## Problem

Take hydrogen-like $^7\mathrm{Li}^{2+}$ with a point, spinless nucleus of mass $M$, to first order in $m/M$ ($m$ is the electron mass, $\hbar=c=1$ in formulas). Given data: $Z=3$, $\alpha^{-1}=137.036$, $mc^2/h=1.235590\times10^{20}$ Hz, $M/m=12786.4$.

(a) Find the pure recoil shift of order $(Z\alpha)^6m^2/M$, beyond $(m^2-E^2)/(2M)$, for $1S$, $2S$ and $2P$.

(b) Find the order-$(Z\alpha)^6m^2/M$ contribution to the Lamb shift $2S_{1/2}-2P_{1/2}$, including $(m^2-E^2)/(2M)$.

(c) Estimate the higher orders, $\frac{m^2}{M}\frac{(Z\alpha)^7}{\pi n^3}G$, with the approximate inputs $G(2S_{1/2})\approx15$, $G(2P_{1/2})\approx1$.

## Solution

**Origin of the formula.** Shabaev's expression holds to all orders in $Z\alpha$:
$$\Delta E=\frac{i}{2\pi M}\int_{-\infty}^{\infty} d\omega\,\langle a|[\mathbf p-\mathbf D(\omega)]\,\mathcal G(E+\omega)\,[\mathbf p-\mathbf D(\omega)]|a\rangle .$$
Here $|a\rangle$ is the Dirac–Coulomb state with energy $E$ (rest mass included), $\mathcal G(\varepsilon)=\sum_k|k\rangle\langle k|/[\varepsilon-E_k(1-i0)]$, and $\mathbf D$ describes transverse-photon exchange in Coulomb gauge, with $\mathbf D(0)=\frac{Z\alpha}{2r}[\boldsymbol\alpha+\hat{\mathbf r}(\boldsymbol\alpha\cdot\hat{\mathbf r})]$. For static vertices the $\omega$ integral gives each positive-energy state the weight $+1/2$. Giving this weight to all states and dropping the term quadratic in $\mathbf D$ yields
$$\frac{\langle \mathbf p^2-\mathbf p\cdot\mathbf D(0)-\mathbf D(0)\cdot\mathbf p\rangle}{2M}=\frac{m^2-E^2}{2M}.$$
The remainder comes from negative-energy states, retardation and two transverse photons. It starts at $(Z\alpha)^5$, and its next term is
$$\Delta E_6=\frac{m^2}{M}\frac{(Z\alpha)^6}{n^3}D_{60}.$$

The sums over these pieces are quoted, not rederived. For $l\ge1$ only distances $r\sim1/(mZ\alpha)$ matter. The spin-dependent parts cancel, and the total equals the expectation value of $(Z\alpha)^2\mathbf L^2/(2m^2Mr^4)$ in the Schrödinger state. With
$$\langle r^{-4}\rangle=\frac{(mZ\alpha)^4\,[3n^2-l(l+1)]}{2n^5(l-\frac12)\,l\,(l+\frac12)(l+1)(l+\frac32)}$$
the factor $l(l+1)$ cancels, and
$$D_{60}=\frac{2\,[3-l(l+1)/n^2]}{(4l^2-1)(2l+3)},\qquad l\ge1 .$$
For $S$ states, operators such as $r^{-4}$ diverge at the origin, so momenta of order $m$ also contribute. Single pieces contain $\ln(Z\alpha)$, but these logarithms cancel in the sum. What is left scales as $|\psi(0)|^2=(mZ\alpha)^3/(\pi n^3)$, with $D_{60}=4\ln2-\frac72$ (Pachucki and Grotch, 1995).

**(a)** $Z\alpha=0.0218921$ and $(Z\alpha)^6=1.10083\times10^{-10}$. The frequency unit is
$$\nu_0=\frac{mc^2}{h}\frac mM(Z\alpha)^6=1063.8\ \text{kHz},\qquad \frac{\nu_0}{8}=132.97\ \text{kHz}.$$
For $S$ states $D_{60}=-0.72741$. For $2P$, $\langle r^{-4}\rangle=(mZ\alpha)^4/24$ and $D_{60}=2(3-\frac12)/15=\frac13$, for both values of $j$.

| State | $D_{60}$ | $\Delta E_6/h$ (kHz) |
|---|---|---|
| $1S_{1/2}$ | $-0.72741$ | $-773.8$ |
| $2S_{1/2}$ | $-0.72741$ | $-96.72$ |
| $2P_{1/2},\,2P_{3/2}$ | $1/3$ | $+44.32$ |

**(b)** $E$ depends on $n$ and $j$ only. For $n=2$, $j=\frac12$, $E^2=m^2(1+\gamma)/2$ with $\gamma=\sqrt{1-(Z\alpha)^2}$, so
$$\frac{m^2-E^2}{2M}=\frac{m^2}{4M}(1-\gamma)=\frac{m^2}{M}\left[\frac{(Z\alpha)^2}{8}+\frac{(Z\alpha)^4}{32}+\frac{(Z\alpha)^6}{64}+\dots\right].$$
The sixth-order piece, $\nu_0/64=16.62$ kHz, raises $2S_{1/2}$ and $2P_{1/2}$ equally and drops out. Therefore
$$\frac{\Delta E_6(2S_{1/2})-\Delta E_6(2P_{1/2})}{h}=\frac{\nu_0}{8}\left(4\ln2-\frac{23}{6}\right)=132.97\ \text{kHz}\times(-1.0607)=-141.0\ \text{kHz}.$$
The term lowers the Lamb shift. It does not change the $2P$ fine structure.

**(c)** Logarithms return at order $(Z\alpha)^7$, which makes $G$ large for $S$ states. One unit of $G$ is worth $(\nu_0/8)(Z\alpha/\pi)=0.927$ kHz, and $G(2S_{1/2})-G(2P_{1/2})\approx14$ gives about $+13$ kHz. This is 9 % of the result in (b), with the opposite sign. The value $-141.0$ kHz is thus the term of order $(Z\alpha)^6$ alone. The whole pure recoil contribution beyond $(Z\alpha)^5$ to the $2S_{1/2}-2P_{1/2}$ interval is known here to two figures only: in this point-nucleus model, with the approximate $G$, it is about $-0.13$ MHz.